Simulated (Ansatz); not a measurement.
# Decay of the tunnelling density against sample bias on Ta(100)-(2x1) and Ta(110)-(2x1) missing row, PBE

If the highest states in the bias window carry the tunnelling density, every filled-state image of a surface should decay alike, because each of those windows ends at the Fermi level. On Ta(100)-(2x1) missing row they do not: κ is 1.080 Å⁻¹ at −0.1 V and 1.033 Å⁻¹ at −0.5 V. I want to see how much of the bias dependence the barrier height explains, here and on Ta(110)-(2x1) missing row. The answer matters because κ sets how steeply the current changes with tip height. I compare the κ fitted to the planar mean density with κ₀, the decay of a free electron at the top of the window with no momentum along the surface. Both structures are hypothetical: every other row of top atoms is taken off a flat face, and clean tantalum is not known to rebuild in this way. Below, Ta(100) and Ta(110) are short for these missing-row models, not for the flat faces.

## Set-up

Ansatz 0.2.0, plane-wave Kohn-Sham DFT with its default PAW datasets at cutoffs of 420 eV, level as listed. Slabs and stacks are built by hand and relaxed; a single point with 17 Å of vacuum, a dipole correction, Fermi-Dirac smearing of 0.05 eV and meshes of 10 to 12 points along the first in-plane vector gives the density of the states between the Fermi level and the sample bias. Its planar mean n(z) is fitted as exp(−2κz) between 3 and 5 Å above the top atom. Spin-paired, no spin-orbit coupling.

Notes on method and selection:

- A free electron at the Fermi level with no momentum along the surface decays with κ₀ = 0.5123·√Φ Å⁻¹, Φ in eV; momentum along the surface raises κ, and the slow approach of the potential to the vacuum level lowers it.
- The tip is left out (Tersoff-Hamann).
- Slabs this thin have discrete subbands, so κ depends on which of them fall in the window.
- Windows narrower than 0.1 V hold too few states on these meshes and are not listed; a blank corrugation was not computed at that height.
- Runs in which the search for lower states was switched off are not listed.
- Work functions and vacuum levels are read from the electrostatic potential (Hartree and local ionic parts), which a warning of a rough exchange-correlation potential in thin density does not concern.
- Sites and patterns name the starting structure; atoms can leave their sites in the relaxation.
- The default PAW datasets of this version of Ansatz are the set soft_2.
- Runs that did not converge, have known faults or may not be shown are not listed, and runs on Ansatz's PAW sets soft_1 and soft_2 are kept to separate tables.

Columns:

- bias (V): sample bias; negative images filled states.
- κ₀ of window top (Å⁻¹): 0.5123·√(Φ − E) for the highest energy E in the window, from the Fermi level.
- κ (Å⁻¹): decay constant κ of the window's density.
- corrugation (Å): corrugation at constant current, set to the mean density at the first listed height.

## Table of results

| member | surface | bias (V) | κ₀ of window top (Å⁻¹) | κ (Å⁻¹) | corrugation (Å) |
| --- | --- | --- | --- | --- | --- |
| −1 V | Ta(100)-(2x1) missing row (PBE, Φ 3.60 eV, 3.5 Å) | −1.0 | 0.972 | 1.057 | 1.42 |
| −0.5 V | Ta(100)-(2x1) missing row (PBE, Φ 3.60 eV, 3.5 Å) | −0.5 | 0.972 | 1.033 | 1.81 |
| −0.1 V | Ta(100)-(2x1) missing row (PBE, Φ 3.60 eV, 3.5 Å) | −0.1 | 0.972 | 1.080 | 1.73 |
| +0.1 V | Ta(100)-(2x1) missing row (PBE, Φ 3.60 eV, 3.5 Å) | 0.1 | 0.959 | 1.000 | 1.41 |
| +0.5 V | Ta(100)-(2x1) missing row (PBE, Φ 3.60 eV, 3.5 Å) | 0.5 | 0.902 | 0.961 | 1.19 |
| +1 V | Ta(100)-(2x1) missing row (PBE, Φ 3.60 eV, 3.5 Å) | 1.0 | 0.826 | 0.884 | 1.15 |
| −1 V | Ta(110)-(2x1) missing row (PBE, Φ 3.76 eV, 3.5 Å) | −1.0 | 0.993 | 1.050 | 0.72 |
| −0.5 V | Ta(110)-(2x1) missing row (PBE, Φ 3.76 eV, 3.5 Å) | −0.5 | 0.993 | 1.024 | 0.72 |
| −0.1 V | Ta(110)-(2x1) missing row (PBE, Φ 3.76 eV, 3.5 Å) | −0.1 | 0.993 | 1.040 | 0.88 |
| +0.1 V | Ta(110)-(2x1) missing row (PBE, Φ 3.76 eV, 3.5 Å) | 0.1 | 0.980 | 1.028 | 1.04 |
| +0.5 V | Ta(110)-(2x1) missing row (PBE, Φ 3.76 eV, 3.5 Å) | 0.5 | 0.924 | 0.997 | 1.03 |
| +1 V | Ta(110)-(2x1) missing row (PBE, Φ 3.76 eV, 3.5 Å) | 1.0 | 0.850 | 0.933 | 1.20 |

## What drives the series

For empty states κ falls at each listed step from +0.1 to +1 V, from 1.000 to 0.884 Å⁻¹ on Ta(100) and from 1.028 to 0.933 Å⁻¹ on Ta(110). For filled states there is no steady course, and −0.5 V gives the smallest κ of the three on both surfaces. Every κ lies above its κ₀, by between 1.024 − 0.993 = 0.031 Å⁻¹ (Ta(110), −0.5 V) and 1.080 − 0.972 = 0.108 Å⁻¹ (Ta(100), −0.1 V).

The simplest model I can build takes three steps.

First, I assume that the potential outside the surface is already flat at the vacuum level. A state of energy E above the Fermi level, with wavevector k along the surface, then obeys κ² = 0.5123²·(Φ − E) + k². Energy tied up in motion along the surface is not available for crossing the barrier, so k makes the decay faster.

Second, I let the states at the top of the window stand for all of them, since they meet the lowest barrier. The first term then becomes the tabulated κ₀².

Third, I replace k² by one constant s for each surface, which gives

κ = √(κ₀² + s).

The two parameters are s for Ta(100) and s for Ta(110). Each is an effective number. Besides the momentum along the surface it takes up the states below the window top, which raise it, and the slow approach of the potential to the vacuum level, which lowers it.

For each surface the model predicts a single κ at all negative biases. At positive bias κ should follow κ₀ downwards a little less steeply, by the factor κ₀/κ, which is 0.902 / 0.961 = 0.94 on Ta(100) and 0.924 / 0.997 = 0.93 on Ta(110) at +0.5 V. Between +0.1 and +1 V the table gives (1.000 − 0.884) / (0.959 − 0.826) = 0.87 and (1.028 − 0.933) / (0.980 − 0.850) = 0.73. The direction is right, but the calculated fall is weaker than the model's, most clearly on Ta(110).

## Testing the model

I fix s on the +0.5 V member of each surface, because a window of that width holds more states than one of 0.1 V.

- Ta(100): s = 0.961² − 0.902² = 0.110 Å⁻²
- Ta(110): s = 0.997² − 0.924² = 0.140 Å⁻²

Four other members then follow.

- Ta(100), +1 V: √(0.826² + 0.110) = 0.890 Å⁻¹; the table has 0.884, so the model is 0.006 too high.
- Ta(110), +1 V: √(0.850² + 0.140) = 0.929 Å⁻¹; the table has 0.933, so the model is 0.004 too low.
- Ta(100), −0.1 V: √(0.972² + 0.110) = 1.027 Å⁻¹; the table has 1.080, so the model is too low by 1.080 − 1.027 = 0.053.
- Ta(110), −0.5 V: √(0.993² + 0.140) = 1.061 Å⁻¹; the table has 1.024, so the model is too high by 1.061 − 1.024 = 0.037.

Over all ten rows not used to fix s, the mean miss is about 0.02 Å⁻¹. The same rows lie on average about 0.05 Å⁻¹ from the mean κ of their surface, so the model does carry information. On Ta(110) that gain comes from the +1 V row alone: for the other four rows the model and the plain mean both miss by about 0.02 Å⁻¹.

I read nothing into the larger s of Ta(110). Had I fixed s at −0.1 V, Ta(100) would have had the larger value.

## Where the trend breaks

The largest miss is Ta(100) at −0.1 V, where the model is about 0.05 Å⁻¹ too low. The constant s fails there. Between −0.1 and +0.1 V κ drops by 1.080 − 1.000 = 0.080 Å⁻¹ while κ₀ drops by only 0.972 − 0.959 = 0.013 Å⁻¹, so the barrier cannot be the main cause. A narrow window on a thin slab holds few subbands, and those just below the Fermi level may carry more momentum along the surface. That is a guess, since the table does not sort the states by momentum.

On Ta(110) at −0.5 V the model is about 0.04 Å⁻¹ too high. The brightest spot lies above an atom there but beside the atoms at −0.1 V, so different states shape the two images. This does not explain the miss, however. At −1 V the brightest spot lies above the same atom, and the model is only 1.061 − 1.050 = 0.011 Å⁻¹ too high. I have no cause for the larger miss at −0.5 V.

The second assumption is also weak. On Ta(100) a state 1 eV below the Fermi level has a free-electron κ larger by 0.5123·√(3.60 + 1) − 0.972, roughly 0.13 Å⁻¹. At 4 Å the factor exp(−2 × 0.13 × 4) still leaves it about a third of its weight relative to a state at the Fermi level. Such states raise κ in wide windows, which fits the rise from −0.5 to −1 V on both surfaces but not the fall from −0.1 to −0.5 V.

Both image calculations warned of a rough exchange-correlation potential in thin density, where κ is fitted, so I give the smaller misses no cause.

## What to take away

From +0.1 to +1 V the lower barrier at the window top accounts for the direction and the rough size of the fall in κ on both surfaces, though the model overestimates the fall, more so on Ta(110). From −0.1 to −1 V that barrier is fixed, and κ varies with the states that the window holds.

The largest omitted effect I can size is the field between tip and sample. For equal work functions, a bias of 1 V shifts the mean barrier by about half an electronvolt, which changes κ² by 0.5123² × 0.5 = 0.131 Å⁻². That raises κ by roughly 0.07 Å⁻¹ at +1 V and lowers it by roughly 0.06 Å⁻¹ at −1 V. Together that is about 0.13 Å⁻¹. The tabulated difference between −1 and +1 V is 1.050 − 0.933 = 0.117 Å⁻¹ on Ta(110), slightly less than this, and 1.057 − 0.884 = 0.173 Å⁻¹ on Ta(100), somewhat more. If such missing-row surfaces could be prepared, a microscope might therefore show much less difference between the two polarities than the table does.

None of these values should be carried over to images of ordinary flat tantalum. The flat underside of each slab has a higher work function than the missing-row side, most clearly for Ta(110), so already κ₀ would be different there.
